**Hyperfine constants of 3p1/2 and 3p3/2 along the ions of Tc**

The table holds one-electron constants $A/g_I$ from Dirac-Coulomb Hartree-Fock with a Fermi nucleus and $\langle r^{-3}\rangle$(3p) from non-relativistic Hartree-Fock, for Tc to Tc19+, computed with a B-spline radial code. The program derives the relativistic factors $F_j$ from the non-relativistic formula, compares them with hydrogenic Dirac and Casimir factors at $Z=43$, and fits $Z_\text{eff}=(81\langle r^{-3}\rangle)^{1/3}$ of all rows with one screening constant per shell and a jump where 4p opens. The output shows $F_{3/2}$ constant at 1.030 and $F_{1/2}$ drifting from 1.231 to 1.224, both below the exact hydrogenic values by about 1%. Each 3d electron changes $Z_\text{eff}$ by 0.265 and each outer electron by 0.043 or less, with a worst misfit of 0.25 bohr⁻³. The dip at Tc8+ has the size of a 3p–4p rotation of a few milliradians.

Tc ions computed with B-spline radial code 1 at the radial basis limit: Dirac-Coulomb Hartree-Fock for a spherical atom, averaged over the nl configuration, with a Fermi nucleus. The <r⁻³> column is from configuration-averaged non-relativistic Hartree-Fock with a point nucleus. A/g_I is the hyperfine constant of one electron over g_I = μ/(I μ_N), also for closed shells.

## Program and output

```python
# Table: one-electron hyperfine A/g_I of 3p1/2, 3p3/2 (Dirac-Coulomb HF, Fermi nucleus) and non-rel HF <r^-3>(3p),
# B-spline radial code, Tc ions. Tested: A from <r^-3>, hydrogenic Dirac factors, shell-wise screening, the Tc8+ dip.
T = {
    'ion': ['Tc', 'Tc+', 'Tc2+', 'Tc3+', 'Tc4+', 'Tc5+', 'Tc6+', 'Tc7+', 'Tc8+', 'Tc9+', 'Tc10+', 'Tc11+', 'Tc12+', 'Tc14+', 'Tc15+', 'Tc16+', 'Tc17+', 'Tc18+', 'Tc19+'],
    'Z': [43, 43, 43, 43, 43, 43, 43, 43, 43, 43, 43, 43, 43, 43, 43, 43, 43, 43, 43],
    'charge': [0, 1, 2, 3, 4, 5, 6, 7, 8, 9, 10, 11, 12, 14, 15, 16, 17, 18, 19],  # e
    'N': [43, 42, 41, 40, 39, 38, 37, 36, 35, 34, 33, 32, 31, 29, 28, 27, 26, 25, 24],
    'configuration': ['[Kr] 4d5 5s2', '[Kr] 4d5 5s1', '[Kr] 4d5', '[Kr] 4d4', '[Kr] 4d3', '[Kr] 4d2', '[Kr] 4d1', '[Ar] 3d10 4s2 4p6', '[Ar] 3d10 4s2 4p5', '[Ar] 3d10 4s2 4p4', '[Ar] 3d10 4s2 4p3', '[Ar] 3d10 4s2 4p2', '[Ar] 3d10 4s2 4p1', '[Ar] 3d10 4s1', '[Ar] 3d10', '[Ar] 3d9', '[Ar] 3d8', '[Ar] 3d7', '[Ar] 3d6'],
    'A_lo': [130800, 130800, 130800, 130800, 130900, 131000, 131200, 131400, 131300, 131500, 131700, 132000, 132300, 133000, 133600, 136600, 139800, 143100, 146500],  # MHz
    'A_hi': [21890, 21890, 21890, 21900, 21910, 21930, 21960, 21990, 21980, 22020, 22060, 22110, 22160, 22310, 22400, 22940, 23500, 24070, 24660],  # MHz
    'ratio': [5.975, 5.975, 5.975, 5.975, 5.975, 5.974, 5.974, 5.973, 5.973, 5.972, 5.971, 5.97, 5.968, 5.965, 5.963, 5.957, 5.951, 5.946, 5.941],
    'r_m3': [417.7, 417.7, 417.7, 417.8, 418.1, 418.5, 419.1, 419.8, 419.5, 420.2, 421.0, 421.9, 422.9, 425.5, 427.2, 437.5, 448.1, 459.1, 470.3],  # bohr⁻³
    'small_lo': [0.00132, 0.00132, 0.00132, 0.00132, 0.00132, 0.00133, 0.00133, 0.00133, 0.00133, 0.00133, 0.00133, 0.00133, 0.00134, 0.00135, 0.00135, 0.00138, 0.00141, 0.00144, 0.00147],
}
import re
import numpy as np
from scipy.constants import physical_constants as pc, alpha, mu_0, h, pi
from scipy.optimize import brentq
ion = T['ion']; Z = T['Z'][0]
q, lo, hi, R, r3, sm = (np.array(T[k], float) for k in ('charge', 'A_lo', 'A_hi', 'ratio', 'r_m3', 'small_lo'))
C = mu_0/(4*pi)*2*pc['Bohr magneton'][0]*pc['nuclear magneton'][0]/(h*pc['Bohr radius'][0]**3)/1e6
Fl, Fh = lo/(C*8/3*r3), hi/(C*8/15*r3)
def dirac(z, k):  # exact hydrogenic n=3, l=1, point nucleus, over non-rel value
    g = np.sqrt(k*k-(z*alpha)**2); nr = 3-abs(k); N = np.sqrt(nr*nr+2*nr*g+k*k)
    return 81*k*(2*k*(g+nr)-N)/(N**4*g*(4*g*g-1))
def casimir(z, j):
    g = np.sqrt((j+.5)**2-(z*alpha)**2); return 4*j*(j+.5)*(j+1)/(g*(4*g*g-1))
sh = ['5s', '4d', '4p', '4s', '3d']
def occ(c):
    d = {'3d': 10, '4s': 2, '4p': 6} if '[Kr]' in c else {}
    d.update({a: int(b) for a, b in re.findall(r'(\d[spdf])(\d+)', c)})
    return [d.get(s, 0) for s in sh]
n = np.array([occ(c) for c in T['configuration']], float)
Ze = (81*r3)**(1/3)
X = np.column_stack([np.ones(len(q)), n[0]-n, q >= 8])
p = np.linalg.lstsq(X, Ze, rcond=None)[0]; res = (X@p)**3/81-r3
st = lambda y: np.r_[np.nan, 100*np.diff(np.log(y))/np.diff(q)]
s3, sl, shi = st(r3), st(lo), st(hi)
print(f"C={C:.2f} MHz bohr^3; x8/3={C*8/3:.2f}, x8/15={C*8/15:.2f}; non-rel ratio 5; (Z alpha)^2={(Z*alpha)**2:.4f}")
print("ion  step %/e: r-3 A_lo A_hi | F_lo F_hi | Zeff | shell fit-table r-3 (bohr^-3)")
for i in range(len(q)):
    print(f"{ion[i]:6s}{s3[i]:6.2f}{sl[i]:6.2f}{shi[i]:6.2f} |{Fl[i]:7.4f}{Fh[i]:7.4f} |{Ze[i]:7.3f} |{res[i]:6.2f}")
print(f"rounding floor: A_lo {5000/lo[0]:.3f}%, A_hi {500/hi[0]:.3f}%, r-3 0.05 ({5/r3[0]:.3f}%), ratio 0.0005, small {5e-4/sm[0]:.2f}%")
i15 = ion.index('Tc15+'); i7 = ion.index('Tc7+'); i16 = ion.index('Tc16+')
for nm, y in (('A_lo', lo), ('A_hi', hi), ('r-3', r3), ('ratio', R), ('small', sm), ('F_lo', Fl), ('F_hi', Fh)):
    print(f"{nm}: change % Tc-Tc7+ {100*(y[i7]/y[0]-1):.2f}, Tc-Tc15+ {100*(y[i15]/y[0]-1):.2f}, Tc15+-Tc19+ {100*(y[-1]/y[i15]-1):.2f}, all {100*(y[-1]/y[0]-1):.2f}")
print(f"one fixed F: F_lo {Fl.mean():.4f} worst {100*abs(Fl/Fl.mean()-1).max():.2f}%; F_hi {Fh.mean():.4f} worst {100*abs(Fh/Fh.mean()-1).max():.2f}%; ratio over 5: {100*(R[0]/5-1):.1f}% to {100*(R[-1]/5-1):.1f}%")
dl, dh, cl, ch = dirac(Z, 1), dirac(Z, -2), casimir(Z, .5), casimir(Z, 1.5)
print(f"Z=43 Dirac 3p: F_lo {dl:.4f} F_hi {dh:.4f} ratio {5*dl/dh:.3f}; Casimir: {cl:.4f} {ch:.4f} ratio {5*cl/ch:.3f}")
for i in (0, -1):
    zs = [brentq(f, 5, 90) for f in (lambda z: dirac(z, 1)-Fl[i], lambda z: dirac(z, -2)-Fh[i], lambda z: 5*dirac(z, 1)/dirac(z, -2)-R[i])]
    print(f"{ion[i]}: Dirac-table % F_lo {100*(dl/Fl[i]-1):.2f} F_hi {100*(dh/Fh[i]-1):.2f} ratio {100*(5*dl/dh/R[i]-1):.2f}; Z needed {zs[0]:.1f} {zs[1]:.1f} {zs[2]:.1f}")
print("dZeff per electron: "+", ".join(f"{s} {v:.4f}" for s, v in zip(sh, p[1:6]))+f"; jump {p[6]:.4f}; Zeff0 {p[0]:.3f}")
u = np.polyval(np.polyfit(q, Ze, 1), q)**3/81-r3
print(f"r-3 misfit rms/worst: shell {res.std():.2f}/{abs(res).max():.2f} ({ion[abs(res).argmax()]}); uniform in charge {u.std():.1f}/{abs(u).max():.1f}; Slater (no change) worst {r3[-1]-r3[0]:.1f}")
sp = lambda a, b, y, x: np.log(y[b]/y[a])/np.log(x[b]/x[a])
print(f"dln ratio/dln r-3: Tc-Tc15+ {sp(0,i15,R,r3):.3f}, Tc15+-Tc19+ {sp(i15,-1,R,r3):.3f}; dln small/dln r-3 (3d) {sp(i15,-1,sm,r3):.2f} (uniform scaling 0.67)")
d = np.diff(r3); miss = d[i7]-(d[i7-1]+d[i7+1])/2
# typed from further outputs of the same runs
th = abs(miss)/(2*np.sqrt(420.19*76.0546))  # non-rel Tc9+ <r^-3> 3p, 4p; off-diagonal ~ geometric mean
print(f"dip Tc7+-Tc8+: r-3 {d[i7]:.1f}, neighbours {d[i7-1]:.1f},{d[i7+1]:.1f}, missing {miss:.1f} ({100*miss/r3[i7]:.2f}%); A_lo {lo[i7+1]-lo[i7]:.0f}, A_hi {hi[i7+1]-hi[i7]:.0f} MHz; rotation ~{th:.0e} rad")
e = {'1s': (-759.1993, -763.9931), '2p': (-101.5653, -106.329), '3p': (-17.85199, -22.44794), '3d': (-11.59619, -16.20383)}
print("energy shift Tc3+ to Tc9+ (Eh): "+", ".join(f"{k} {b-a:.2f}" for k, (a, b) in e.items())+f"; 3p energy {100*(e['3p'][1]/e['3p'][0]-1):.0f}%, r-3 {100*(r3[9]/r3[3]-1):.2f}%")
print("<r>/<r>(3p), Tc3+: "+", ".join(f"{k} {v/0.4191814:.2f}" for k, v in (('3d', 0.3972485), ('4s', 1.083999), ('4p', 1.172964), ('4d', 1.501528))))
print(f"Tc16+: Dirac r-3(3p3/2)/non-rel {463.492/r3[i16]:.3f}; A_hi/(8/15 C Dirac r-3) {hi[i16]/(C*8/15*463.492):.3f}")
assert list(np.where(d < 0)[0]) == [i7]
assert s3[i15+1:].min() > 5*s3[1:i15+1].max()
assert np.all(np.diff(R) <= 0) and np.all(np.diff(sm) >= 0)
assert np.all((Fh > 1) & (Fh < dh) & (Fl > 1.2) & (Fl < dl))
```

It prints:

```
C=95.41 MHz bohr^3; x8/3=254.43, x8/15=50.89; non-rel ratio 5; (Z alpha)^2=0.0985
ion  step %/e: r-3 A_lo A_hi | F_lo F_hi | Zeff | shell fit-table r-3 (bohr^-3)
Tc       nan   nan   nan | 1.2308 1.0299 | 32.343 |  0.05
Tc+     0.00  0.00  0.00 | 1.2308 1.0299 | 32.343 | -0.09
Tc2+    0.00  0.00  0.00 | 1.2308 1.0299 | 32.343 | -0.23
Tc3+    0.02  0.00  0.05 | 1.2305 1.0301 | 32.346 |  0.08
Tc4+    0.07  0.08  0.05 | 1.2305 1.0298 | 32.354 |  0.20
Tc5+    0.10  0.08  0.09 | 1.2303 1.0298 | 32.364 |  0.22
Tc6+    0.14  0.15  0.14 | 1.2304 1.0297 | 32.379 |  0.03
Tc7+    0.17  0.15  0.14 | 1.2302 1.0294 | 32.397 | -0.25
Tc8+   -0.07 -0.08 -0.05 | 1.2302 1.0297 | 32.390 | -0.12
Tc9+    0.17  0.15  0.18 | 1.2300 1.0298 | 32.408 |  0.04
Tc10+   0.19  0.15  0.18 | 1.2295 1.0297 | 32.428 |  0.11
Tc11+   0.21  0.23  0.23 | 1.2297 1.0299 | 32.451 |  0.08
Tc12+   0.24  0.23  0.23 | 1.2296 1.0298 | 32.477 | -0.06
Tc14+   0.31  0.26  0.34 | 1.2285 1.0304 | 32.543 | -0.10
Tc15+   0.40  0.45  0.40 | 1.2292 1.0304 | 32.587 | -0.11
Tc16+   2.38  2.22  2.38 | 1.2272 1.0304 | 32.846 |  0.10
Tc17+   2.39  2.32  2.41 | 1.2262 1.0306 | 33.110 |  0.18
Tc18+   2.43  2.33  2.40 | 1.2251 1.0303 | 33.378 |  0.03
Tc19+   2.41  2.35  2.42 | 1.2243 1.0304 | 33.648 | -0.14
rounding floor: A_lo 0.038%, A_hi 0.023%, r-3 0.05 (0.012%), ratio 0.0005, small 0.38%
A_lo: change % Tc-Tc7+ 0.46, Tc-Tc15+ 2.14, Tc15+-Tc19+ 9.66, all 12.00
A_hi: change % Tc-Tc7+ 0.46, Tc-Tc15+ 2.33, Tc15+-Tc19+ 10.09, all 12.65
r-3: change % Tc-Tc7+ 0.50, Tc-Tc15+ 2.27, Tc15+-Tc19+ 10.09, all 12.59
ratio: change % Tc-Tc7+ -0.03, Tc-Tc15+ -0.20, Tc15+-Tc19+ -0.37, all -0.57
small: change % Tc-Tc7+ 0.76, Tc-Tc15+ 2.27, Tc15+-Tc19+ 8.89, all 11.36
F_lo: change % Tc-Tc7+ -0.04, Tc-Tc15+ -0.13, Tc15+-Tc19+ -0.39, all -0.52
F_hi: change % Tc-Tc7+ -0.05, Tc-Tc15+ 0.05, Tc15+-Tc19+ 0.00, all 0.05
one fixed F: F_lo 1.2291 worst 0.39%; F_hi 1.0300 worst 0.06%; ratio over 5: 19.5% to 18.8%
Z=43 Dirac 3p: F_lo 1.2403 F_hi 1.0439 ratio 5.941; Casimir: 1.2124 1.0398 ratio 5.830
Tc: Dirac-table % F_lo 0.77 F_hi 1.36 ratio -0.57; Z needed 42.3 35.7 43.7
Tc19+: Dirac-table % F_lo 1.30 F_hi 1.30 ratio -0.00; Z needed 41.8 36.0 43.0
dZeff per electron: 5s -0.0036, 4d 0.0107, 4p 0.0222, 4s 0.0430, 3d 0.2651; jump -0.0265; Zeff0 32.344
r-3 misfit rms/worst: shell 0.13/0.25 (Tc7+); uniform in charge 8.9/23.4; Slater (no change) worst 52.6
dln ratio/dln r-3: Tc-Tc15+ -0.089, Tc15+-Tc19+ -0.038; dln small/dln r-3 (3d) 0.89 (uniform scaling 0.67)
dip Tc7+-Tc8+: r-3 -0.3, neighbours 0.7,0.7, missing -1.0 (-0.24%); A_lo -100, A_hi -10 MHz; rotation ~3e-03 rad
energy shift Tc3+ to Tc9+ (Eh): 1s -4.79, 2p -4.76, 3p -4.60, 3d -4.61; 3p energy 26%, r-3 0.57%
<r>/<r>(3p), Tc3+: 3d 0.95, 4s 2.59, 4p 2.80, 4d 3.58
Tc16+: Dirac r-3(3p3/2)/non-rel 1.059; A_hi/(8/15 C Dirac r-3) 0.973
```
